**Core-level binding energies of the gold atom: differences between methods and a self-repulsion estimate**

The table holds ΔSCF binding energies of free Au from a radial Dirac solver: Dirac-Fock with Breit and QED terms, LDA and PBE without them, a Dirac-Fock screened hole, and measured edges. The program forms like-for-like differences, errors against the edges and doublet splittings. It tests one estimate without fitted parameters for K to M5: the gap between ΔSCF and $-\varepsilon$ equals half the hydrogenic self-repulsion $F^0$ with Slater screening, less the Dirac-Fock relaxation energy. The estimate gives 0.85 to 1.12 of the LDA gap if the Koopmans values hold no Breit or QED terms, and fails at K otherwise. The screened hole is a nearly rigid shift of 8.3 to 8.5 eV; mean errors against 18 edges are 3.2 eV for screened Dirac-Fock and 27 to 28 eV for the functionals with the same corrections.

Calculated values. Radial B-spline Dirac-Fock and Kohn-Sham solver: free Au atom, ΔSCF binding energies from the vacuum level, Dirac equation, Fermi nucleus, spherical, spin-unpolarised. Dirac-Fock is a configuration average with first-order Breit and QED terms, absent from LDA and PBE. The screened hole has one more valence electron, to model edges from the Fermi level; measured edges are of the metal.

## Numerical check

```python
# Table: binding energies (eV) of the free Au atom by Delta-SCF, radial B-spline solver, Dirac equation:
# Dirac-Fock (DF) with Breit+QED (BQ), LDA and PBE without BQ, DF screened hole, measured edges.
# Tested: like-for-like differences, errors against edges, doublet splittings, and one
# parameter-free estimate: Delta-SCF less (-eps) = F0/2 (hydrogenic, Slater Z) less DF relaxation.
T = {
    'shell': ['K', 'L1', 'L2', 'L3', 'M1', 'M2', 'M3', 'M4', 'M5', 'N1', 'N2', 'N3', 'N4', 'N5', 'N6', 'N7', 'O2', 'O3', 'O4', 'O5', 'P1'],
    'df': [80726.6, 14368.3, 13740.9, 11926.1, 3440.7, 3161.6, 2756.7, 2299.3, 2213.8, 775.0, 655.7, 558.1, 363.0, 344.8, 92.5, 88.8, 82.0, 65.7, 11.1, 9.6, 7.7],  # eV
    'bq': [-435.13, -55.41, -54.57, -34.3, -11.3, -10.56, -6.21, -4.08, -2.68, -2.53, -2.2, -1.12, -0.49, -0.19, 0.22, 0.34, -0.3, -0.11, 0.01, 0.03, -0.03],  # eV
    'd_LDA': [424.7, -55.1, 31.2, -11.1, -58.0, -36.2, -39.6, -10.6, -13.4, -34.9, -26.7, -27.2, -14.8, -15.0, 2.6, 2.3, -3.1, -3.8, 2.3, 2.2, 2.1],  # eV
    'e_LDA': [606.2, 110.6, 143.7, 120.2, 31.1, 33.7, 30.0, 36.6, 35.2, 13.4, 13.3, 12.5, 12.3, 12.1, 11.5, 11.4, 6.7, 6.3, 5.3, 5.2, 3.7],  # eV
    'd_PBE': [491.3, -45.9, 35.5, -8.8, -55.6, -35.4, -39.3, -10.9, -13.8, -33.8, -26.2, -26.6, -14.8, -15.0, 2.1, 1.8, -3.5, -4.0, 2.1, 1.9, 1.8],  # eV
    'e_PBE': [608.3, 110.2, 143.6, 120.0, 31.0, 33.6, 29.8, 36.5, 35.1, 13.4, 13.3, 12.5, 12.3, 12.0, 11.5, 11.4, 6.6, 6.3, 5.3, 5.2, 3.6],  # eV
    'screened': [80718.2, 14360.0, 13732.6, 11917.8, 3432.4, 3153.2, 2748.3, 2290.9, 2205.5, 766.7, 647.4, 549.8, 354.7, 336.5, 84.1, 80.4, 73.5, 57.2, None, None, None],  # eV
    'measured': [80725.0, 14353.0, 13734.0, 11919.0, 3425.0, 3148.0, 2743.0, 2291.0, 2206.0, 762.1, 642.7, 546.3, 353.2, 335.1, 87.6, 83.9, 74.2, 57.2, None, None, None],  # eV
}
import numpy as np
from scipy.constants import physical_constants as pc
from scipy.special import eval_genlaguerre
from scipy.integrate import cumulative_trapezoid as ct
Ha = pc['Hartree energy in eV'][0]
S = list(T['shell']); ix = {s: i for i, s in enumerate(S)}
A = lambda k: np.array([np.nan if v is None else float(v) for v in T[k]])
df, bq, dL, eL, dP, eP, sc, me = map(A, ['df', 'bq', 'd_LDA', 'e_LDA', 'd_PBE', 'e_PBE', 'screened', 'measured'])
f = lambda x, w=7, p=1: ('-' if np.isnan(x) else f'{x:.{p}f}').rjust(w)
sh = df - sc; rD = sc - me; rL = rD + dL + bq; rP = rD + dP + bq
print('eV. dX+BQ: X less DF, both without BQ; e%: LDA gap / LDA dSCF; X* = X + BQ - shift')
print('shell    BQ% dLDA+BQ dPBE+BQ     e%  shift scr-meas LDA*-meas PBE*-meas')
for i, s in enumerate(S):
    print(s.ljust(4), f(100*bq[i]/df[i], 7, 2), f(dL[i]+bq[i]), f(dP[i]+bq[i]),
          f(100*eL[i]/(df[i]+dL[i]), 6, 2), f(sh[i], 6), f(rD[i], 8), f(rL[i], 9), f(rP[i], 9))
# further outputs of the same DF run: Koopmans energies, vacuum polarisation, measured ionisation energy (eV)
koop = {'K': 81256.6, 'L1': 14481.6, 'L2': 13858.2, 'L3': 12019.4, 'M1': 3485.5,
        'M2': 3206.8, 'M3': 2795.5, 'M4': 2339.0, 'M5': 2251.4}
vp = {'L1': 5.422, 'M1': 1.2273}; ie = 9.22555
nl = {'K': (1, 0), 'L1': (2, 0), 'L2': (2, 1), 'L3': (2, 1), 'M1': (3, 0),
      'M2': (3, 1), 'M3': (3, 1), 'M4': (3, 2), 'M5': (3, 2)}
def slater(n, l):  # Slater's screening rules
    if l == 2: return 0.35*9 + 18
    return {1: 0.30, 2: 0.35*7 + 0.85*2, 3: 0.35*7 + 0.85*8 + 2}[n]
r = np.linspace(1e-6, 120, 120001)
def F0(n, l):  # hydrogenic, hartree per unit Z
    p2 = (r**(l+1)*np.exp(-r/n)*eval_genlaguerre(n-l-1, 2*l+1, 2*r/n))**2
    q = ct(p2, r, initial=0); N = q[-1]
    return 2*ct(p2*q/r, r)[-1]/N**2
print('eV. gap = Koopmans - DF; relaxation = gap+BQ (a: Koopmans lacks BQ) or gap (b)')
print('shell    gap  gap+BQ    Zeff    F0/2   est a   est b   e LDA  est a/e')
rat = []
for s, k in koop.items():
    i = ix[s]; n, l = nl[s]; z = 79 - slater(n, l); h = 0.5*F0(n, l)*z*Ha; g = k - df[i]
    rat.append((h - g - bq[i])/eL[i])
    print(s.ljust(4), f(g), f(g+bq[i]), f(z, 7, 2), f(h), f(h-g-bq[i]), f(h-g), f(eL[i]), f(rat[-1], 8, 2))
pairs = [('K', 'L3'), ('L2', 'L3'), ('M2', 'M3'), ('M4', 'M5'), ('N2', 'N3'), ('N4', 'N5'), ('N6', 'N7'), ('O2', 'O3')]
print('difference eV'.ljust(13), *[(a+'-'+b).rjust(7) for a, b in pairs])
for name, v in [('DF', df), ('DF without BQ', df-bq), ('LDA with BQ', df+dL+bq), ('measured', me)]:
    print(name.ljust(13), *[f(v[ix[a]]-v[ix[b]]) for a, b in pairs])
m = ~np.isnan(me)
def err(x):
    j = int(np.nanargmax(np.abs(x)))
    return f'{np.mean(np.abs(x[m])):.1f} ({S[j]} {x[j]:+.1f})'
print(f'mean |error| eV (worst), {m.sum()} edges: DF {err(df-me)}, scr {err(rD)}, LDA* {err(rL)}, PBE* {err(rP)}')
de = np.abs(eL - eP)
print(f'shift {np.nanmin(sh):.1f}-{np.nanmax(sh):.1f} eV; |e LDA - e PBE| K {de[0]:.1f}, others <= {de[1:].max():.1f};'
      f' d PBE - d LDA at K {dP[0]-dL[0]:.1f} eV')
b = lambda s: bq[ix[s]]
print(f"BQ ratios K/L1 {b('K')/b('L1'):.2f}, L1/M1 {b('L1')/b('M1'):.2f}, M1/N1 {b('M1')/b('N1'):.2f};"
      f" n^3: {2**3:.2f}, {1.5**3:.2f}, {(4/3)**3:.2f}; vac. pol. L1 +{vp['L1']:.1f}, M1 +{vp['M1']:.1f} eV")
p = ix['P1']
print(f'6s less measured {ie:.2f} eV: DF {df[p]-ie:+.1f}, LDA {df[p]+dL[p]-ie:+.1f}, PBE {df[p]+dP[p]-ie:+.1f};'
      f' -eps LDA {df[p]+dL[p]-eL[p]:.1f}, PBE {df[p]+dP[p]-eP[p]:.1f} eV')
print(f'rounding of scr-meas: {0.5+0.05:.2f} eV for K to M5 (whole-eV edges), {0.05+0.05:.2f} eV for N, O')
assert np.all(eL > 0) and np.all(eP > 0)
assert 8.2 < np.nanmin(sh) and np.nanmax(sh) < 8.6
assert np.all((dL + bq)[:ix['N5']+1] < 0)
assert 0.7 < min(rat) and max(rat) < 1.3
```

Running it gives:

```
eV. dX+BQ: X less DF, both without BQ; e%: LDA gap / LDA dSCF; X* = X + BQ - shift
shell    BQ% dLDA+BQ dPBE+BQ     e%  shift scr-meas LDA*-meas PBE*-meas
K      -0.54   -10.4    56.2   0.75    8.4     -6.8     -17.2      49.4
L1     -0.39  -110.5  -101.3   0.77    8.3      7.0    -103.5     -94.3
L2     -0.40   -23.4   -19.1   1.04    8.3     -1.4     -24.8     -20.5
L3     -0.29   -45.4   -43.1   1.01    8.3     -1.2     -46.6     -44.3
M1     -0.33   -69.3   -66.9   0.92    8.3      7.4     -61.9     -59.5
M2     -0.33   -46.8   -46.0   1.08    8.4      5.2     -41.6     -40.8
M3     -0.23   -45.8   -45.5   1.10    8.4      5.3     -40.5     -40.2
M4     -0.18   -14.7   -15.0   1.60    8.4     -0.1     -14.8     -15.1
M5     -0.12   -16.1   -16.5   1.60    8.3     -0.5     -16.6     -17.0
N1     -0.33   -37.4   -36.3   1.81    8.3      4.6     -32.8     -31.7
N2     -0.34   -28.9   -28.4   2.11    8.3      4.7     -24.2     -23.7
N3     -0.20   -28.3   -27.7   2.35    8.3      3.5     -24.8     -24.2
N4     -0.13   -15.3   -15.3   3.53    8.3      1.5     -13.8     -13.8
N5     -0.06   -15.2   -15.2   3.67    8.3      1.4     -13.8     -13.8
N6      0.24     2.8     2.3  12.09    8.4     -3.5      -0.7      -1.2
N7      0.38     2.6     2.1  12.51    8.4     -3.5      -0.9      -1.4
O2     -0.37    -3.4    -3.8   8.49    8.5     -0.7      -4.1      -4.5
O3     -0.17    -3.9    -4.1  10.18    8.5      0.0      -3.9      -4.1
O4      0.09     2.3     2.1  39.55      -        -         -         -
O5      0.31     2.2     1.9  44.07      -        -         -         -
P1     -0.39     2.1     1.8  37.76      -        -         -         -
eV. gap = Koopmans - DF; relaxation = gap+BQ (a: Koopmans lacks BQ) or gap (b)
shell    gap  gap+BQ    Zeff    F0/2   est a   est b   e LDA  est a/e
K      530.0    94.9   78.70   669.2   574.4   139.2   606.2     0.95
L1     113.3    57.9   74.85   153.2    95.3    39.9   110.6     0.86
L2     117.3    62.7   74.85   185.0   122.3    67.7   143.7     0.85
L3      93.3    59.0   74.85   185.0   126.0    91.7   120.2     1.05
M1      44.8    33.5   67.75    61.2    27.7    16.4    31.1     0.89
M2      45.2    34.6   67.75    66.2    31.6    21.0    33.7     0.94
M3      38.8    32.6   67.75    66.2    33.7    27.4    30.0     1.12
M4      39.7    35.6   57.85    67.7    32.1    28.0    36.6     0.88
M5      37.6    34.9   57.85    67.7    32.8    30.1    35.2     0.93
difference eV    K-L3   L2-L3   M2-M3   M4-M5   N2-N3   N4-N5   N6-N7   O2-O3
DF            68800.5  1814.8   404.9    85.5    97.6    18.2     3.7    16.3
DF without BQ 69201.3  1835.1   409.2    86.9    98.7    18.5     3.8    16.5
LDA with BQ   68835.5  1836.8   404.0    86.9    97.0    18.1     3.9    16.8
measured      68806.0  1815.0   405.0    85.0    96.4    18.1     3.7    17.0
mean |error| eV (worst), 18 edges: DF 9.6 (M1 +15.7), scr 3.2 (M1 +7.4), LDA* 27.0 (L1 -103.5), PBE* 27.7 (L1 -94.3)
shift 8.3-8.5 eV; |e LDA - e PBE| K 2.1, others <= 0.4; d PBE - d LDA at K 66.6 eV
BQ ratios K/L1 7.85, L1/M1 4.90, M1/N1 4.47; n^3: 8.00, 3.38, 2.37; vac. pol. L1 +5.4, M1 +1.2 eV
6s less measured 9.23 eV: DF -1.5, LDA +0.6, PBE +0.3; -eps LDA 6.1, PBE 5.9 eV
rounding of scr-meas: 0.55 eV for K to M5 (whole-eV edges), 0.10 eV for N, O
```
